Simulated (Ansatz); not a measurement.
## TiClO: energy above lowest point against volume scale

Results calculated with Ansatz 0.2.0, not measured. Free energy against uniform scaling of the volume at fixed shape and fractions; periodic cell, basis, potentials, k mesh and filling as listed.

The cell before it is scaled or strained (space group Pmmn, No. 59):
```
cell vectors (Å)
   3.3800     0.0000     0.0000
   0.0000     3.7900     0.0000
   0.0000     0.0000     8.0300
atoms (fractions of the cell vectors)
Ti  0.00000  0.50000  0.12200
Ti  0.50000  0.00000  0.87800
Cl  0.50000  0.50000  0.32000
Cl  0.00000  0.00000  0.68000
O   0.50000  0.50000  0.93500
O   0.00000  0.00000  0.06500
```

Settings of every row: functional PBEsol; dispersion D4; potentials PAW; wave cutoff 476.2 eV; density cutoff 1904.8 eV; k mesh 8x7x4; k shift 0x0x0; occupations fermi dirac; smearing width 0.1 eV; spin none.

Limits: a layered crystal: even scaling strains the bonds within the layers, so this curve is stiffer than the crystal under pressure; coarse k mesh, up to 40 meV an atom off.

```
row  volume scale  V (Å³/atom)  energy above lowest point (meV/atom)
  1          0.92       15.773                                  21.5
  2        0.9467       16.231                                   5.5
  3        0.9733       16.687                                     0
  4             1       17.144                                   3.6
  5        1.0267       17.602                                  15.1
  6        1.0533       18.058                                     ?
  7          1.08       18.516                                  57.6
```

Question: what energy above lowest point should row 6 give?

Worked fit of energy above lowest point. Take u = (V_r/V)^(2/3) − 1 with V_r = 16.916 Å³ an atom, which is twice the finite (Eulerian) strain; such expansions in the strain, on which the Birch-Murnaghan equation of state is built, carry the rest volume and the bulk modulus. The shown rows have u = 0.04774, 0.02794, 0.00913, -0.00889, -0.02615, -0.05847. Least squares give energy above lowest point = 0.75 − 202.6 × u + 13265 × u² + 1753 × u³ meV/atom; a parabola predicts inner rows, each left out in turn, worse (root mean square 0.085 against 0.021 meV/atom). All shown rows lie on it to the printed digit. Its lowest point lies at u = 0.0076, or V = 16.72 Å³ an atom, and the curvature there gives the bulk modulus at fixed shape and fractions, B = (4/9)(1 + u)² E″(u)/V = 115 GPa. Letting shape and atoms relax would as a rule lower it, by much in layered, chain or molecular crystals. The withheld row has u = -0.04262, so the fit gives 0.75 − 202.6 × (-0.04262) + 13265 × (-0.04262)² + 1753 × (-0.04262)³ = 33.3 meV/atom.

The calculation gave 33.4 meV/atom. The fit lies 0.1 meV/atom (0.17 % of the column's range) below it, one unit of the last digit.
